# Notes: what moves $R_{on,sp}$ and BV in an undoped five-channel AlGaN/GaN Schottky diode

**Question.** If I change channel count, barrier thickness, Al fraction, GaN spacing or background doping, one at a time, which way and how far do the electron density, $R_{on,sp}$ and BV move?

## Model

The stack is Ga-polar: thick GaN cap, $N$ strained Al$_x$Ga$_{1-x}$N barriers of thickness $t$ separated by $N-1$ GaN layers of thickness $d$, thick GaN buffer. There is no surface, trap or dopant charge, so cap and buffer are field-free beyond their carrier gases. Each barrier carries $-\sigma$ on top (2DHG above it) and $+\sigma$ below (2DEG under it).

Let $E_e$ be the height of $E_F$ above the GaN conduction edge at the lower interface, and $E_h$ its depth below the GaN valence edge at the upper one. Both sides are GaN, so the band offsets cancel and the bands drop across the barrier by $U=E_g+E_e+E_h$. For one barrier, Gauss's law gives a field $(\sigma-qn_s)/\varepsilon_b$, hence

$$n_s=p_s=\frac{\sigma}{q}-\frac{\varepsilon_b U}{q^2t},\qquad t_0=\frac{\varepsilon_bE_g}{q\sigma},$$

with onset at $t_0$ because $E_e,E_h\to0$ as the gases vanish.

In a stack each interior GaN layer has electrons at its top and holes at its bottom, so the bands must climb back by $U$ across it. Part of the climb, $q^2n(z_e+z_h)/\varepsilon_g$, happens inside the gases (centroids $z_e,z_h$, interior density $n$). The rest, $U'$, needs a uniform field, which costs $N_g=\varepsilon_gU'/(q^2d)$ carriers at each end. With $c_b=\varepsilon_b/(qt)$, $c_g=\varepsilon_g/(qd)$ and $U,U'$ read in volts,

$$n_{out}=\sigma/q-c_bU,\quad n_{int}=n_{out}-c_gU',\quad N_s=n_{out}+(N-1)\,n_{int}.$$

The bottom 2DEG and the top 2DHG hold $n_{out}$, all other gases $n_{int}$, so total electrons and holes match.

Forward, I count electrons only (hole mobility is typically about a hundred times lower): $R_{on,sp}=L^2/(q\mu N_s)$, drift region only, per chip area, without turn-on drop or contacts. In reverse I assume the anode extracts the holes. The interior gases empty first. The two outer ones then deplete against each other through the whole stack and vanish at $V_{dep}=N\sigma t/\varepsilon_b-E_g/q$. Only neutral $\pm\sigma$ dipoles remain, the lateral field is $V/L$, and $BV=E_cL$ whatever $N_s$ was.

## Baseline

Compiled values for GaN at 300 K: $E_g=3.44$ eV (Wing 2021), $\varepsilon_g=10.4\,\varepsilon_0$ along $c$ (Ioffe Institute). Typical inputs: $\sigma=(0.0593x+0.0492x^2)$ C/m², $\varepsilon_b=10.3\,\varepsilon_0$ (held fixed), $m_e=0.20\,m_0$, $m_h=2.0\,m_0$, $\mu=1500$ cm²/Vs, $E_c=3.3$ MV/cm. My geometry: $N=5$, $x=0.25$, $t=40$ nm, $d=100$ nm, $L=20$ µm. Then $\sigma=0.0179$ C/m², $\sigma/q=11.2\times10^{12}$ cm⁻², $c_b=1.42$ and $c_g=0.57$ in $10^{12}$ cm⁻²/V.

For confinement I use the Fang–Howard function $\propto z\,e^{-bz/2}$, centroid $3/b$, with an infinite barrier and degenerate filling of one subband:

$$b^3=\frac{12mq^2(N_g+\tfrac{11}{32}n)}{\varepsilon_g\hbar^2},\qquad E=\frac{\hbar^2b^2}{8m}+\frac{3q^2(N_g+\tfrac{11}{16}n)}{\varepsilon_gb}+\frac{\pi\hbar^2n}{m}.$$

At trial values $n=3.5$, $N_g=2.1$ (in $10^{12}$ cm⁻²) this gives $E_e=0.31$ eV, $E_h=0.13$ eV, $z_e=2.5$ nm, $z_h=1.1$ nm and an in-gas climb of 0.22 eV. So $U=3.88$ eV and $U'=3.66$ eV, $c_bU=5.5$ and $c_gU'=2.1$, which return the trial values. The outer 2DEG ($n=5.6$, $N_g=0$) also gives 0.31 eV. The hole filling term is 4 meV and $k_BT$ is 26 meV, both small against $U$.

I freeze $U$ and $U'$ below. At fixed $N_g$, $dU/dn=0.054$ eV per $10^{12}$ cm⁻², and $c_b\,dU/dn=0.08$, so freezing overstates changes driven by $\sigma$ or $t$ by about that fraction. Two figures is the limit.

Baseline: $N_s=20\times10^{12}$ cm⁻², $R_{sh}=210$ Ω/sq, $R_{on,sp}=0.84$ mΩ cm², $V_{dep}=36$ V, BV $=6.6$ kV, $BV^2/R_{on,sp}=q\mu N_sE_c^2=52$ GW/cm².

## Predictions before calculating

1. **$N$: 5 → 10.** Channels conduct in parallel, so $R_{on,sp}$ should roughly halve, but not quite, since every added channel is an interior one. BV stays.
2. **$t$: 40 → 30 nm.** The loss $c_bU$ is half of $\sigma/q$ and grows by a third, in every channel. I expect $N_s$ to fall by nearly half. BV stays.
3. **$x$: 0.25 → 0.30.** Offsets have cancelled, so only $\sigma$ moves. $N_s$ is a difference, so its relative gain exceeds that of $\sigma$ by the leverage $N\sigma/(qN_s)$, near 3. The vertical field in the depleted barrier rises.
4. **$d$: 100 → 200 nm.** The interior penalty halves and the outer gases don't notice. A modest gain with a ceiling.
5. **Donors, $5\times10^{16}$ cm⁻³ through the stack.** More electrons, but less than one per donor, and the depleted stack is no longer neutral. $R_{on,sp}$ slightly down, BV clearly down.

## Calculation

Densities in $10^{12}$ cm⁻², all from unrounded intermediates.

| case | $n_{int}$ | $n_{out}$ | $N_s$ | $R_{on,sp}$ (mΩ cm²) | BV (kV) |
|---|---|---|---|---|---|
| baseline | 3.5 | 5.7 | 20 | 0.84 | 6.6 |
| $N=10$ | 3.5 | 5.7 | 38 | 0.44 | 6.6 |
| $t=30$ nm | 1.7 | 3.8 | 11 | 1.6 | 6.6 |
| $x=0.30$ | 6.2 | 8.3 | 33 | 0.50 | 6.6 |
| $d=200$ nm | 4.6 | 5.7 | 24 | 0.69 | 6.6 |
| donors | 3.9 | 5.8 | 21 | 0.78 | 5.0 |

**1.** The ratio is 0.53. Against a single barrier (2.9 mΩ cm²) five channels divide $R_{on,sp}$ by 3.5, not 5. Division by $N$ holds only for $c_gU'\ll n_{out}$. $V_{dep}$ rises to 75 V, still far below BV.

**2.** $N_s$ drops by $9.2\times10^{12}$ cm⁻² and $R_{on,sp}$ grows by a factor 1.9. Here $c_b\,dU/dn=0.10$, so relaxing $U$ would return about a tenth of the drop. The steepness comes from the nearby onset. A lone barrier has $t_0=18$ nm. Interior channels start later, because the GaN field persists at $n=0$: there $E_e+E_h=0.23$ eV, $U=U'=3.67$ eV, and $n_{int}=0$ at $t=23$ nm.

**3.** $\sigma/q$ becomes $13.9\times10^{12}$ cm⁻², up 24 %. The leverage is 2.8 and $N_s$ rises 68 % (somewhat less with $U$ relaxed). The depleted barrier field $\sigma/\varepsilon_b$ goes from 2.0 to 2.4 MV/cm, and its vector sum with 3.3 MV/cm lateral from 3.8 to 4.1 MV/cm. The depleted GaN has no vertical field. I keep BV unchanged on the assumption that the wider-gap barrier withstands this total. I also hold $\mu$ fixed and the barriers fully strained; alloy scattering and relaxation would both cut the gain.

**4.** Four channels each regain $1.1\times10^{12}$ cm⁻². The ceiling at $d\to\infty$ is $N_s=28\times10^{12}$ cm⁻² and 0.59 mΩ cm², one fifth of the single-barrier value.

**5.** The stack height is $W=600$ nm, so the donors total $3.0\times10^{12}$ cm⁻². Every layer lies between two gases that pin its end potentials, so uniform ionised donors induce half their charge at each end: electrons gain $1.5\times10^{12}$ cm⁻² and holes lose as much. After depletion a net charge $Q$ per area remains. Since $W\ll L$ its field lines leave the stack, so I solve a 2D problem: anode and cathode as tall parallel plates at $y=0$ and $L$, uniform $\varepsilon_g$. A sheet expands as $\sum_{j\,\rm odd}(4Q/j\pi)\sin(j\pi y/L)$, each term decaying as $e^{-j\pi|s|/L}$ with vertical distance $s$, and the added lateral field at the anode is

$$\Delta F(s)=\frac{2Q}{\pi\varepsilon_g}\sum_{j\,\rm odd}\frac{e^{-j\pi |s|/L}}{j}=\frac{Q}{\pi\varepsilon_g}\ln\coth\frac{\pi|s|}{2L}.$$

Averaging over the slab, seen from mid-height, gives

$$\Delta F\simeq\frac{Q}{\pi\varepsilon_g}\Big[1+\ln\frac{4L}{\pi W}\Big].$$

The bracket is 4.7, or 0.26 MV/cm per $10^{12}$ cm⁻² of imbalance, so $\Delta F=0.79$ MV/cm. It adds to $V/L$ at the anode and subtracts at the cathode, where the field stays positive and depletion is complete. With a peak-field criterion $BV=(E_c-\Delta F)L$. Resistance falls 7 %, BV falls 24 %, and $BV^2/R_{on,sp}$ goes from 52 to 32 GW/cm². A peak criterion overstates the loss for a field spike this local, and a lower-permittivity passivation would enlarge it, so I trust the sign and rough size only.

## What I left out of BV

The depleted dipoles sum to $N\sigma t/\varepsilon_b=39$ V over the stack height, and an equipotential contact must absorb this. The edge field has the scale 39 V/600 nm $=0.65$ MV/cm within about $W$ of each contact, comparable to $\Delta F$ in case 5. It grows with $\sigma t/(t+d)$, so "BV stays" in cases 2 to 4 holds only up to changes in this term.

All numbers here are the model's. Lateral GaN diodes typically break down at an average field near 1 MV/cm, limited by contact edges, surface and buffer, so the model's 6.6 kV is about three times too high and its 52 GW/cm² about ten times. What should carry over is the pattern: $N$, $t$, $x$ and $d$ change balanced charge and act on $R_{on,sp}$, while unbalanced charge acts mainly on BV.